Dear colleague,

The weak-localisation peak of your lithium wire depends on one ratio of lengths, and the field enters only through that ratio. Conventions: e > 0, spin is included so that the unit is 2e²/h = 77.5 μS, the strip has length L, width W, thickness t and mean free path l, and l_B = (ħ/eB)^½. All results are disorder averages.

Formula. The local correction is δσ = −(2e²D/πħ)C(r,r), with D the diffusion constant and C the cooperon. In the lowest transverse mode P = DWt·C obeys (−∂x² + 1/Lc²)P = δ(x − x′) and vanishes at both reservoirs, so P(x,x) = Lc sinh(x/Lc) sinh((L − x)/Lc)/sinh(L/Lc). Adding slices in series,

δG = −(2e²/h)(2/L²)∫₀ᴸ P(x,x)dx = −(2e²/h)F(L/Lc), F(u) = coth(u)/u − 1/u².

The cooperon carries charge 2e. With A_x = −By and |y| < W/2, the width average of (2eBy/ħ)² gives

1/Lc² = 1/Lφ² + 1/L_B², L_B = √3 ħ/(eBW).

Dimensions. δG is e²/h times a function of L/Lφ, β = (W/l_B)², W/L, t/W, l/W and k_F l. For k_F l ≫ 1 and l ≪ W ≪ Lc, l_B only u² = (L/Lφ)² + (eBWL/ħ)²/3 survives, and D and t drop out. Three fields follow: B_L = √3 ħ/(eWL), B* = √3 ħ/(eWLφ) and B_W = ħ/(eW²). At B* the flux through W·Lφ is 0.55 of h/2e.

Length. For small u, F = 1/3 − u²/45 + 2u⁴/945, convergent for u < π. For large u, F = 1/u − 1/u² + 2e^(−2u)/u, where −1/u² is escape into the reservoirs. The asymptotes 1/3 and 1/u cross at u = 3, where F = 0.224.

Field. A coherent wire (L ≪ Lφ) has δG(B) − δG(0) = (2e²/h)(eBWL/ħ)²/135 at low field and half height at 4.73 B_L. A long wire has (2e²/h)(Lφ/2L)(1 − 2Lφ/L)(B/B*)², and half height at √3 B* = 1.73 B* as L/Lφ → ∞. Well above both B* and B_L, F = (B_L/B)[1 − B_L/B − B*²/2B²], a 1/B tail.

Width. With b = 2eB/ħ and longitudinal wavenumber q, second-order perturbation theory in the modes cos(nπ(y/W + ½)) gives the lowest eigenvalue q²(1 − b²W⁴/30) + b²W²/12 − b⁴W⁶/7560. Integrating its inverse over q with bW² = 2β, the tail of a long wire grows by the factor 1 + 22β²/315, nominally 7 per cent at B_W, where two-dimensional behaviour takes over. Higher width modes add about (W/πL)ln(W/l) to F, thickness modes a comparable cut-off-dependent amount; both are nearly constant below B_W. For l ≫ W, wall reflections cancel flux and the magnetic dephasing rate drops by a factor of order W/l.

Spin. Without spin-orbit or magnetic scattering each spin interferes separately and Zeeman splitting does nothing. Spin-orbit scattering, with Zeeman splitting neglected, gives δG = −(e²/h)[3F(L/L_t) − F(L/Lc)], 1/L_t² = 1/Lc² + 1/L₁², which defines the triplet decay length L₁. A long wire loses the fraction (3/4)(Lc/L₁)² and changes sign at L₁ = Lc/√8.

Numbers. I assume W = 50 nm, t = 20 nm, L = 5 μm, l = 5 nm, T = 1 K, free electrons at the approximate density 4.7 × 10²⁸ m⁻³, and Lφ = 1 μm, chosen as typical of thin metal wires near 1 K. Then k_F l = 56, D = v_F l/3 = 2.2 × 10⁻³ m²/s, σ = ne²l/ħk_F = 5.1 × 10⁶ S/m and G = σWt/L = 13 × 2e²/h. G would reach 2e²/h near 66 μm, far beyond Lφ, so strong localisation is remote. The fields are B_L = 4.6 mT, B* = 23 mT and B_W = 0.26 T, a window B_W/B* = Lφ/(√3 W) of 12.

B (mT) | Lc (μm) | F
0 | 1.0 | 0.16
10 | 0.92 | 0.15
25 | 0.67 | 0.12
50 | 0.41 | 0.076
100 | 0.22 | 0.042

The model's zero-field correction is −12 μS, 1.2 per cent of G. Half height lies at 2.05 B* = 47 mT, against 39 mT for the infinite wire, so reading the half-width with the infinite-wire form gives an Lφ too short by a factor 1.18. At 100 mT, β = 0.38 and the width correction is 1.0 per cent. The width-mode offset is about 0.007. With l/W = 0.1 I trust two figures at best.

The field scales are geometric. A heavily doped n-silicon strip with illustrative W = 20 nm and Lφ = 100 nm, diffusive and with an intervalley length far below Lc, keeps the prefactor 2e²/h; the model gives B* = 0.57 T and a window of only 2.9.

Competing effects. A coherent wire at T = 0 and B = 0 fluctuates with variance (2/15)(2e²/h)², an rms of 0.37 against the mean 1/3, so N wires must be averaged to gain √N. With L_T = (ħD/k_BT)^½ = 0.13 μm, the rms here falls to order (L_T/L)(Lφ/L)^½ ≈ 0.01. The interaction correction, of order L_T/L ≈ 0.03, varies with field only near k_BT/2μ_B = 0.74 T. If electron-electron dephasing dominates, the decay is not exponential, and a long wire follows F = −(L_N/L)Ai(z)/Ai′(z), z = (L_N/L_B)², which defines L_N. Its ratio to Lc/L with Lφ = √2 L_N stays between 0.97 and 1.04.